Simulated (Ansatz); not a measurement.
# Ligand exchange: C2H3Br + GaH2I → C2H3I + GaH2Br

Species: C2H3Br (vinyl bromide) `C=CBr`, singlet; GaH2I `[GaH2][I]`, singlet; C2H3I (vinyl iodide) `C=CI`, singlet; GaH2Br `[GaH2][Br]`, singlet. The partners trade Br for I: C–Br and Ga–I bonds give way to C–I and Ga–Br.

Shapes, held fixed at every level: PBE0-D4/def2-TZVP. Programs: Ansatz 0.2.0. The zero-point and thermal change to 298 K, harmonic and unscaled (PBE0-D4/def2-TZVP), is -0.6 kJ/mol.

(1) Estimate ΔH(298 K) of this reaction.

## Answers

(1) The highest level, CCSD(T)/def2-TZVPP, gives ΔH(298 K) = -7.2 kJ/mol; the levels span -7.2 to -3.2. The column of differences is taken from that level and isn't an error. No measured value is set beside it here. For atoms past krypton def2 sets carry core potentials with scalar relativity. Relativity is left out for Br, Ga. Outer-core shells of Br, Ga, I are correlated in most correlated rows, in sets that cover them unevenly.

```
              level                    kind  ΔH(298 K) (kJ/mol)  less CCSD(T)/def2-TZVPP
      HF/def2-TZVPP            Hartree–Fock                -4.6                     +2.6
  PBE-D4/def2-TZVPP                     GGA                -3.2                     +4.0
BHLYP-D4/def2-TZVPP           global hybrid                -4.8                     +2.4
 wB97X-V/def2-TZVPP  range-separated hybrid                -5.2                     +2.0
  B2PLYP/def2-TZVPP           double hybrid                -6.0                     +1.2
       MP2/def2-SVP     perturbation theory                -3.7                     +3.5
     MP2/def2-TZVPP     perturbation theory                -6.4                     +0.8
 CCSD(T)/def2-TZVPP   coupled cluster or CI                -7.2                      0.0
```

The exchange is weakly exothermic at every level, so bromine's preference for gallium and iodine's for carbon is supported in sign, though less firmly in size. Both carbon and gallium bind bromine more strongly than iodine, so the enthalpy reflects only the difference between two similar preferences. Gallium is the more electropositive partner and gains more from the polar bond to the smaller, more electronegative halogen. Donation from the halogen lone pairs into the empty gallium p orbital probably adds to this, while the similar conjugation with the vinyl group works against it.

Hartree–Fock already gives -4.6 kJ/mol, which suggests that electrostatics and orbital overlap set the direction and correlation mainly reinforces it. Enlarging the basis moves MP2 from -3.7 to -6.4 kJ/mol, a shift comparable to the spread among methods, so the coupled-cluster value may also not be converged with basis size. The result applies to monomers; halogallanes readily associate through bridges, which could outweigh so small a preference in condensed phases.
